# PBE correlation under uniform scaling: how the logarithm cancels

When a finite density is squeezed uniformly, its exact correlation energy tends to a constant, while the local spin-density (LSD) correlation energy diverges logarithmically. The gradient term of the PBE functional (Perdew, Burke and Ernzerhof, 1996) removes that logarithm. This page derives the cancellation and the finite remainder, and evaluates both for one-electron ions, where the scaling is realised exactly by raising the nuclear charge. Hartree atomic units are used until the final conversion.

## 1. Definitions and premises

For spin densities $n_\uparrow, n_\downarrow$ with $n = n_\uparrow + n_\downarrow$,

$$\zeta = \frac{n_\uparrow - n_\downarrow}{n},\quad \phi = \frac{(1+\zeta)^{2/3} + (1-\zeta)^{2/3}}{2},\quad r_s = \Big(\frac{3}{4\pi n}\Big)^{1/3},\quad k_F = (3\pi^2 n)^{1/3},\quad k_s^2 = \frac{4k_F}{\pi},$$

$$s = \frac{|\nabla n|}{2k_F n},\qquad t = \frac{|\nabla n|}{2\phi k_s n}. \tag{1}$$

Here $s$ measures the gradient on the scale of the Fermi wavelength and $t$ on the scale of the Thomas-Fermi screening length. Note $\phi(0)=1$ and $\phi(1) = 2^{-1/3} = 0.7937$, so $\phi^3(1) = 1/2$.

**P1, the functional.** PBE correlation is

$$E_c = \int n\,[\epsilon_c(r_s,\zeta) + H]\,d^3r,\qquad H = \gamma'\phi^3\ln\Big[1 + \frac{\beta}{\gamma'}t^2\frac{1 + At^2}{1 + At^2 + A^2t^4}\Big],\qquad A = \frac{\beta/\gamma'}{e^{-\epsilon_c/(\gamma'\phi^3)} - 1}, \tag{2}$$

with $\epsilon_c<0$ the correlation energy per electron of the uniform gas. We leave the prefactor $\gamma'$ free and fix it in Section 5. The gradient coefficient is an input, approximately $\beta = 0.066725$.

**P2, the dense uniform gas.** For $r_s\to0$ at fixed $\zeta$, $\epsilon_c \to c_0(\zeta)\ln r_s - c_1(\zeta)$. The logarithm comes from the ring diagrams (random-phase approximation, RPA), and for the unpolarised gas (Gell-Mann and Brueckner, 1957)

$$c_0(0) = \gamma \equiv \frac{1-\ln 2}{\pi^2} = 0.031091 .$$

**P3, the parametrisation.** PBE takes $\epsilon_c$ from Perdew and Wang (1992, PW92). At $\zeta = 0$ and $\zeta=1$ it reads

$$\epsilon_c = -2a(1+\alpha_1 r_s)\ln\Big[1+\frac{1}{Q}\Big],\qquad Q = 2a\big(\beta_1 r_s^{1/2}+\beta_2 r_s+\beta_3 r_s^{3/2}+\beta_4 r_s^2\big), \tag{3}$$

with $a = c_0(\zeta)$, which we take unrounded. The other parameters are inputs: $\beta_1 = 7.5957$ at $\zeta=0$, and at $\zeta=1$ $\alpha_1 = 0.20548$, $\beta_1 = 14.1189$, $\beta_2 = 6.1977$, $\beta_3 = 3.3662$, $\beta_4 = 0.62517$.

**P4, perturbation theory.** For a finite system with a nondegenerate Kohn-Sham ground state, second-order perturbation theory in the electron-electron coupling at fixed density gives a finite energy.

## 2. What the exact functional does

Uniform scaling is $n_\lambda(\mathbf r) = \lambda^3 n(\lambda\mathbf r)$ for each spin density; it conserves the electron number $N$. Let $F^\alpha[n] = \min_{\Psi\to n}\langle\Psi|\hat T+\alpha\hat V_{ee}|\Psi\rangle$. The map $\Psi\mapsto\Psi_\lambda = \lambda^{3N/2}\Psi(\lambda\mathbf r_1,\dots,\lambda\mathbf r_N)$ is one-to-one between wavefunctions of density $n$ and those of density $n_\lambda$, and it multiplies $\langle\hat T\rangle$ by $\lambda^2$ and $\langle\hat V_{ee}\rangle$ by $\lambda$. Therefore $\langle \hat T+\hat V_{ee}\rangle_{\Psi_\lambda} = \lambda^2\langle\hat T+\lambda^{-1}\hat V_{ee}\rangle_\Psi$, and minimising both sides gives $F^1[n_\lambda] = \lambda^2F^{1/\lambda}[n]$. Define $E_c^\alpha = F^\alpha - T_s - \alpha(U+E_x)$. The noninteracting kinetic energy $T_s$ scales as $\lambda^2$, the Hartree and exchange energies $U$ and $E_x$ as $\lambda$, so

$$E_c[n_\lambda] = \lambda^2E_c^{1/\lambda}[n]. \tag{4}$$

The zeroth- and first-order terms of $F^\alpha$ in $\alpha$ are $T_s$ and $\alpha(U+E_x)$, so $E_c^\alpha$ starts at order $\alpha^2$. By P4, $E_c^\alpha = \alpha^2E^{(2)}[n]+\dots$ with finite $E^{(2)}$, the second-order Görling-Levy energy, and (4) gives $E_c[n_\lambda]\to E^{(2)}[n]$ as $\lambda\to\infty$. For $N\ge2$ this constant is negative. For $N=1$ there is no $\hat V_{ee}$, so $F^\alpha = T_s$, $E_x = -U$ and $E_c = 0$ for every $\lambda$.

The uniform gas violates P4: it has no gap, and its second-order energy diverges at small momentum transfer. For the gas, (4) reads $\epsilon_c^\alpha(r_s) = \alpha^2\epsilon_c(\alpha r_s)$, which by P2 behaves as $\alpha^2\ln\alpha$. LSD imports this logarithm into finite systems, where it does not belong.

## 3. The high-density gas at the two ends of $\zeta$

**Coefficient of the logarithm at $\zeta=1$.** The RPA energy per volume depends only on the product of the interaction and the noninteracting density response. A fully polarised gas of density $n$ has the Fermi wavevector of an unpolarised gas of density $2n$ and half its response. Its RPA energy per volume thus equals that of the unpolarised gas of density $2n$ at coupling $\alpha=1/2$. That gas has radius $r_s/2^{1/3}$ and twice the electrons, so

$$\epsilon_c^{\rm RPA}(r_s,1) = 2\cdot\tfrac14\,\epsilon_c^{\rm RPA}\big(\tfrac12\cdot 2^{-1/3}r_s,0\big) = \tfrac12\,\epsilon_c^{\rm RPA}\big(r_s/2^{4/3},0\big).$$

Hence $c_0(1) = \gamma/2 = \gamma\phi^3(1)$. At both ends of the $\zeta$ range we can therefore write, without approximation in the logarithm,

$$\epsilon_c\to\phi^3\,[\gamma\ln r_s-\omega(\zeta)],\qquad \omega(\zeta) = c_1(\zeta)/\phi^3 . \tag{5}$$

**The constant.** For small $r_s$, $\ln(1+1/Q) = -\ln Q+Q+O(Q^2)$ and $\ln Q = \ln(2a\beta_1r_s^{1/2})+(\beta_2/\beta_1)r_s^{1/2}+O(r_s)$, so

$$\ln(1+1/Q) = -\ln(2a\beta_1)-\tfrac12\ln r_s+\Big(2a\beta_1-\frac{\beta_2}{\beta_1}\Big)r_s^{1/2}+O(r_s).$$

PW92 sets $\beta_2 = 2a\beta_1^2$, which removes the $r_s^{1/2}$ term; at $\zeta=1$, $\gamma\beta_1^2 = 6.1977$, the listed value. Multiplying by $-2a(1+\alpha_1r_s)$ gives

$$\epsilon_c = a\ln r_s+2a\ln(2a\beta_1)+a\alpha_1r_s\ln r_s+O(r_s), \tag{6}$$

so $c_1 = -2a\ln(2a\beta_1)$. Since $a = \gamma\phi^3$ at both ends, $\omega = -2\gamma\ln(2a\beta_1)$ and $e^{-\omega/\gamma} = (2a\beta_1)^2$:

- $\zeta=0$: $2a = 2\gamma$, $\omega = 0.04664$, $e^{-\omega/\gamma} = 0.2231$.
- $\zeta=1$: $2a = \gamma$, $\omega = 0.05120$, $e^{-\omega/\gamma} = 0.1927$.

The constant does not scale as $\phi^3$, so $\omega$ must carry its $\zeta$ argument.

## 4. Scaling of the local variables

From (1), $t/s = k_F/(\phi k_s)$, so $t^2 = \pi k_Fs^2/(4\phi^2)$. Eliminating $n$ between $k_F$ and $r_s$ gives $k_F = (9\pi/4)^{1/3}/r_s$. Therefore

$$t^2 = \frac{c^2s^2}{\phi^2r_s},\qquad c^2 = \frac{\pi}{4}\Big(\frac{9\pi}{4}\Big)^{1/3}, \tag{7}$$

and $c^6 = (\pi^3/64)(9\pi/4) = (3\pi^2/16)^2$, that is $c = (3\pi^2/16)^{1/3} = 1.2277$.

Compare the scaled density at $\mathbf r$ with the unscaled one at $\mathbf x = \lambda\mathbf r$. The density gains $\lambda^3$, its gradient $\lambda^4$ and $k_F$ a factor $\lambda$. So $\zeta$, $\phi$ and $s\propto|\nabla n|/n^{4/3}$ keep their values at $\mathbf x$, $r_s$ becomes $r_s(\mathbf x)/\lambda$, by (7) $t^2$ becomes $\lambda t^2(\mathbf x)$, and $n_\lambda\,d^3r = n(\mathbf x)\,d^3x$. The limit $\lambda\to\infty$ at fixed $\mathbf x$ is thus $r_s\to0$ at fixed $s$ and $\zeta$, with $t\to\infty$ wherever $s\neq0$.

For LSD, (5) gives $E_c^{\rm LSD}[n_\lambda]\to-\gamma\ln\lambda\int n\phi^3d^3x+\text{const}$. The second-order gradient expansion adds $\beta\phi^3t^2\propto\lambda$ and diverges faster, with the opposite sign. To cancel $\gamma\phi^3\ln r_s$ point by point, $H$ has to grow as $-\gamma\phi^3\ln r_s$, which by (7) is $\gamma\phi^3\ln t^2$ up to terms that stay finite.

## 5. An exact rewriting, and the value of $\gamma'$

Define

$$B = e^{-\epsilon_c/(\gamma'\phi^3)}-1>0,\qquad y = At^2 = \frac{\beta}{\gamma'}\frac{t^2}{B},\qquad g(y) = \frac{y+y^2}{1+y+y^2}.$$

The definition of $B$ inverts to $\epsilon_c = -\gamma'\phi^3\ln(1+B)$. Since $(\beta/\gamma')t^2 = By$, the argument of the logarithm in (2) is $1+Bg(y)$. Adding the two pieces, and using $1-g = 1/(1+y+y^2)$,

$$\epsilon_c+H = \gamma'\phi^3\ln\frac{1+Bg}{1+B} = \gamma'\phi^3\ln\Big[1-\frac{B}{1+B}\,\frac{1}{1+y+y^2}\Big]. \tag{8}$$

This holds at any density. For any $\gamma'>0$ it shows two design conditions of PBE. As $t\to0$ at fixed $r_s$, $g\to y$ and $H\to\gamma'\phi^3By = \beta\phi^3t^2$. As $t\to\infty$ at fixed $r_s$, $g\to1$ and $\epsilon_c+H\to0$. Neither fixes $\gamma'$; uniform scaling does.

Insert (5). Then $1+B\to r_s^{-\gamma/\gamma'}e^{\omega/\gamma'}$, which diverges, so the 1 can be dropped, and with (7)

$$y\to\frac{\beta}{\gamma'}\,c^2e^{-\omega/\gamma'}\,\frac{s^2}{\phi^2}\;r_s^{\gamma/\gamma'-1}. \tag{9}$$

There are three cases for $s\neq0$.

1. $\gamma'<\gamma$. Then $y\to0$ and $g\to y$, while $By\propto t^2\to\infty$. Equation (8) gives $\epsilon_c+H\to\gamma'\phi^3\ln y = (\gamma-\gamma')\phi^3\ln r_s+\text{const}$. Part of the logarithm survives.
2. $\gamma'>\gamma$. Then $y\to\infty$ and $\epsilon_c+H\to-\gamma'\phi^3/y^2\to0$. The energy is finite but vanishes for every density, against $E^{(2)}<0$ for $N\ge2$.
3. $\gamma'=\gamma$. The power of $r_s$ in (9) disappears and $y$ has a finite limit.

Only the third case gives a finite, nonzero limit, so $\gamma'=\gamma = (1-\ln2)/\pi^2$, and $\beta/\gamma = 2.14614$.

## 6. The limit

With $\gamma'=\gamma$, (9) becomes

$$y\to w = \chi\frac{s^2}{\phi^2},\qquad\chi(\zeta) = \frac{\beta}{\gamma}\,c^2e^{-\omega(\zeta)/\gamma}, \tag{10}$$

with $\chi(0) = 0.7216$ and $\chi(1) = 0.6233$. The cancellation can be read off directly. As $B\to\infty$ at fixed $g>0$, $H\to\gamma\phi^3[\ln B+\ln g(w)]$ with $\ln B\to-\ln r_s+\omega/\gamma$, so

$$H\to-\phi^3[\gamma\ln r_s-\omega]+\gamma\phi^3\ln g(w).$$

The first term is $-\epsilon_c$: the logarithm and the explicit constant both drop out of the sum, and $\omega$ survives only inside $w$. Since $1/g = 1+1/(w+w^2)$, the pointwise limit is $\epsilon_c+H\to-\gamma\phi^3\ln[1+1/(w+w^2)]$.

The limit must still be taken under the integral, because at any finite $\lambda$ the tail of the density has large $r_s$. From (8), $(1+Bg)/(1+B)$ lies between $g$ and 1, so

$$0\le-\frac{\epsilon_c+H}{\gamma\phi^3}\le\ln\Big[1+\frac{1}{y+y^2}\Big]\le\ln\Big[1+\frac1y\Big].$$

By (7) and (10), $y = w\,e^{\omega/\gamma}/(r_sB)$. The product $r_sB$ is continuous in $r_s$, tends to $e^{\omega/\gamma}$ as $r_s\to0$, and tends to a constant as $r_s\to\infty$, where (3) gives $\epsilon_c\to-\alpha_1/(\beta_4r_s)$ and $B\to-\epsilon_c/(\gamma\phi^3)$. It is therefore bounded, and $y\ge\kappa w$ with some $\kappa>0$ independent of $\lambda$ and $\mathbf x$. The integrand is dominated by $n\ln[1+1/(\kappa w)]$, which is integrable if $s$ vanishes only at points, lines or surfaces and does so as a power of the distance. Dominated convergence gives

$$\boxed{\;\lim_{\lambda\to\infty}E_c[n_\lambda] = -\gamma\int n\,\phi^3\ln\Big[1+\frac{1}{w+w^2}\Big]d^3r,\qquad w = \chi(\zeta)\,\frac{s^2}{\phi^2}\;} \tag{11}$$

The right side depends only on $n\,d^3r$, $s$ and $\zeta$, so it is scale invariant, and it is negative.

**Leading correction.** Equation (6) gives $1+B = e^{\omega/\gamma}r_s^{-1}[1-\alpha_1r_s\ln r_s+O(r_s)]$. For small $r_s$ the bracket exceeds 1, which lowers $y$ below $w$ and makes (8) more negative, by a relative amount of order $\lambda^{-1}\ln\lambda$. The factor $B/(1+B) = 1-O(r_s)$ in (8) acts the other way at order $\lambda^{-1}$. The limit is approached from below, and slowly.

## 7. Range of validity

- **Spin polarisation.** Result (11) is the limit of (2) and (3) for $\zeta=0$ with $\chi = 0.7216$ and for $|\zeta|=1$ with $\chi = 0.6233$. Using the unpolarised $\chi$ for a polarised density is an extra approximation, sized in Section 8. In between, $c_0(\zeta)\neq\gamma\phi^3$. The PW92 spin interpolation has $c_0(\zeta) = \gamma-\frac{1}{6\pi^2}\frac{f}{f''(0)}(1-\zeta^4)-\frac\gamma2f\zeta^4$ with $f = [(1+\zeta)^{4/3}+(1-\zeta)^{4/3}-2]/(2^{4/3}-2)$. At $\zeta=1/2$ it gives $c_0 = 0.02885$ against $\gamma\phi^3 = 0.02839$, a ratio of 1.016. This is case 1 of Section 5 with $c_0/\phi^3$ in the role of $\gamma$: $y$ drifts as $\lambda^{1-c_0/(\gamma\phi^3)}$, by a factor 0.93 at $\lambda=100$, and a residual $0.00046\ln r_s$ per electron survives the strict limit.
- **Vanishing gradient.** The integrand of (11) diverges as $\gamma\phi^3\ln w$ for $s\to0$. At isolated extrema of the density this is integrable. If $s=0$ on a finite volume, $H=0$ there and the LSD logarithm stays, which is correct for the uniform gas.
- **Finiteness only.** The construction makes the limit finite. It does not make it equal to $E^{(2)}[n]$.
- **Pure scaling.** The theorem concerns one density shape, scaled. Along a series of ions with $N\geq2$ the shape also changes with $Z$, and along the series of neutral atoms $N$ grows as well.
- **Density regime.** Equation (5) needs $r_s\ll1$ where the electrons are; corrections are of order $r_s\ln r_s$.

## 8. Illustration: one-electron ions

The nonrelativistic ground-state density for a fixed point nucleus of charge $Z$ is $n = (Z^3/\pi)e^{-2Zr}$. This is the hydrogen density scaled with $\lambda=Z$, so $Z\to\infty$ is the uniform-scaling limit with no change of shape. We evaluate the functionals on this exact density, not on a self-consistent one. With $x=Zr$, $\zeta=1$ and $|\nabla n| = 2Zn$,

$$n\,d^3r = 4x^2e^{-2x}dx,\qquad r_s = \Big(\frac34\Big)^{1/3}\frac{e^{2x/3}}{Z} = 0.9086\,\frac{e^{2x/3}}{Z},\qquad s = \frac{Z}{k_F} = \frac{e^{2x/3}}{(3\pi)^{1/3}} = 0.4734\,e^{2x/3}.$$

As required, $s$ is independent of $Z$, and it never vanishes, so the integrability condition of Section 6 holds.

**LSD.** The average of $x$ with weight $4x^2e^{-2x}$ is $4\cdot3!/2^4 = 3/2$, so $\langle\ln r_s\rangle = \frac13\ln\frac34+1-\ln Z$. With (5) and $\phi^3=1/2$,

$$E_c^{\rm LSD}\to\frac\gamma2\Big[1+\frac13\ln\frac34-\ln Z\Big]-\frac{\omega(1)}{2} = -0.01154-0.015545\,\ln Z .$$

**PBE limit.** The geometric factor in $w$ is $c^2\,2^{2/3}/(3\pi)^{2/3} = (\pi/8)^{2/3} = \pi^{2/3}/4 = 0.5363$, so

$$w = w_0\,e^{4x/3},\qquad w_0 = \frac\beta\gamma\,(\gamma\beta_1)^2\,\frac{\pi^{2/3}}{4} = 0.2218,$$

$$E_c(Z\to\infty) = -\frac\gamma2J,\qquad J = \int_0^\infty4x^2e^{-2x}\ln\Big[1+\frac{1}{w+w^2}\Big]dx .$$

The logarithm is 1.546 at $x=0$, 0.498 at $x=1$ (where $w = 0.8413$) and 0.0721 at $x=2$ (where $w = 3.192$): the growing gradient switches correlation off in the tail. Numerical quadrature gives $J = 0.379$ and $E_c = -5.89$ millihartree. Had we used $\chi(0) = 0.7216$, then $w_0 = 0.2567$, $J = 0.324$ and $E_c = -5.0$ millihartree, smaller in magnitude by 0.86 millihartree or 15 %. That is not the limit of the functional (2) with (3) for these ions.

**Finite $Z$.** Quadrature of (2) with the full form (3) gives, in millihartree:

| ion | $Z$ | $\int n\,\epsilon_c$ (LSD) | $\int nH$ | PBE $E_c$ |
|---|---|---|---|---|
| H | 1 | $-22.2$ | $16.2$ | $-5.98$ |
| S$^{15+}$ | 16 | $-56.5$ | $50.3$ | $-6.13$ |
| limit | $\infty$ | $-\infty$ | $+\infty$ | $-5.89$ |

The sums are taken before rounding. The LSD column and the gradient column grow together, and their sum hardly moves. At $Z=16$ the asymptotic LSD formula gives $-54.6$ millihartree against the full $-56.5$, and the PBE value lies 4 % below its limit, on the side found in Section 6. The region $r_s>1$ starts at $x = 4.30$ for this ion and holds 0.85 % of the electron, so the remaining gap comes from the $r_s\ln r_s$ and $r_s$ corrections where the electron is. For hydrogen $r_s\geq0.9086$ everywhere and (5) does not apply; that its PBE value lies only 1.4 % below the limit is a compensation between the two opposing corrections of Section 6.

The exact correlation energy of all these ions is zero, so every entry in the first and last columns is a self-correlation error. The table shows that this error is bounded in PBE and grows as $\ln Z$ in LSD; it also shows that cancelling the logarithm does not remove it. These numbers are properties of functionals on a nonrelativistic density and are no prediction of ionic energies: at $Z=16$ the leading relativistic shift of the 1s level, $-Z^4\alpha_{\rm fs}^2/8 = -0.44$ hartree with $\alpha_{\rm fs}$ the fine-structure constant, is far larger than $E_c$, while the relative change of the density is of order $(Z\alpha_{\rm fs})^2 = 0.014$.

With 1 hartree $= 27.2114$ eV, the PBE values are $-0.163$ eV for H, $-0.167$ eV for S$^{15+}$ and $-0.160$ eV for $Z\to\infty$.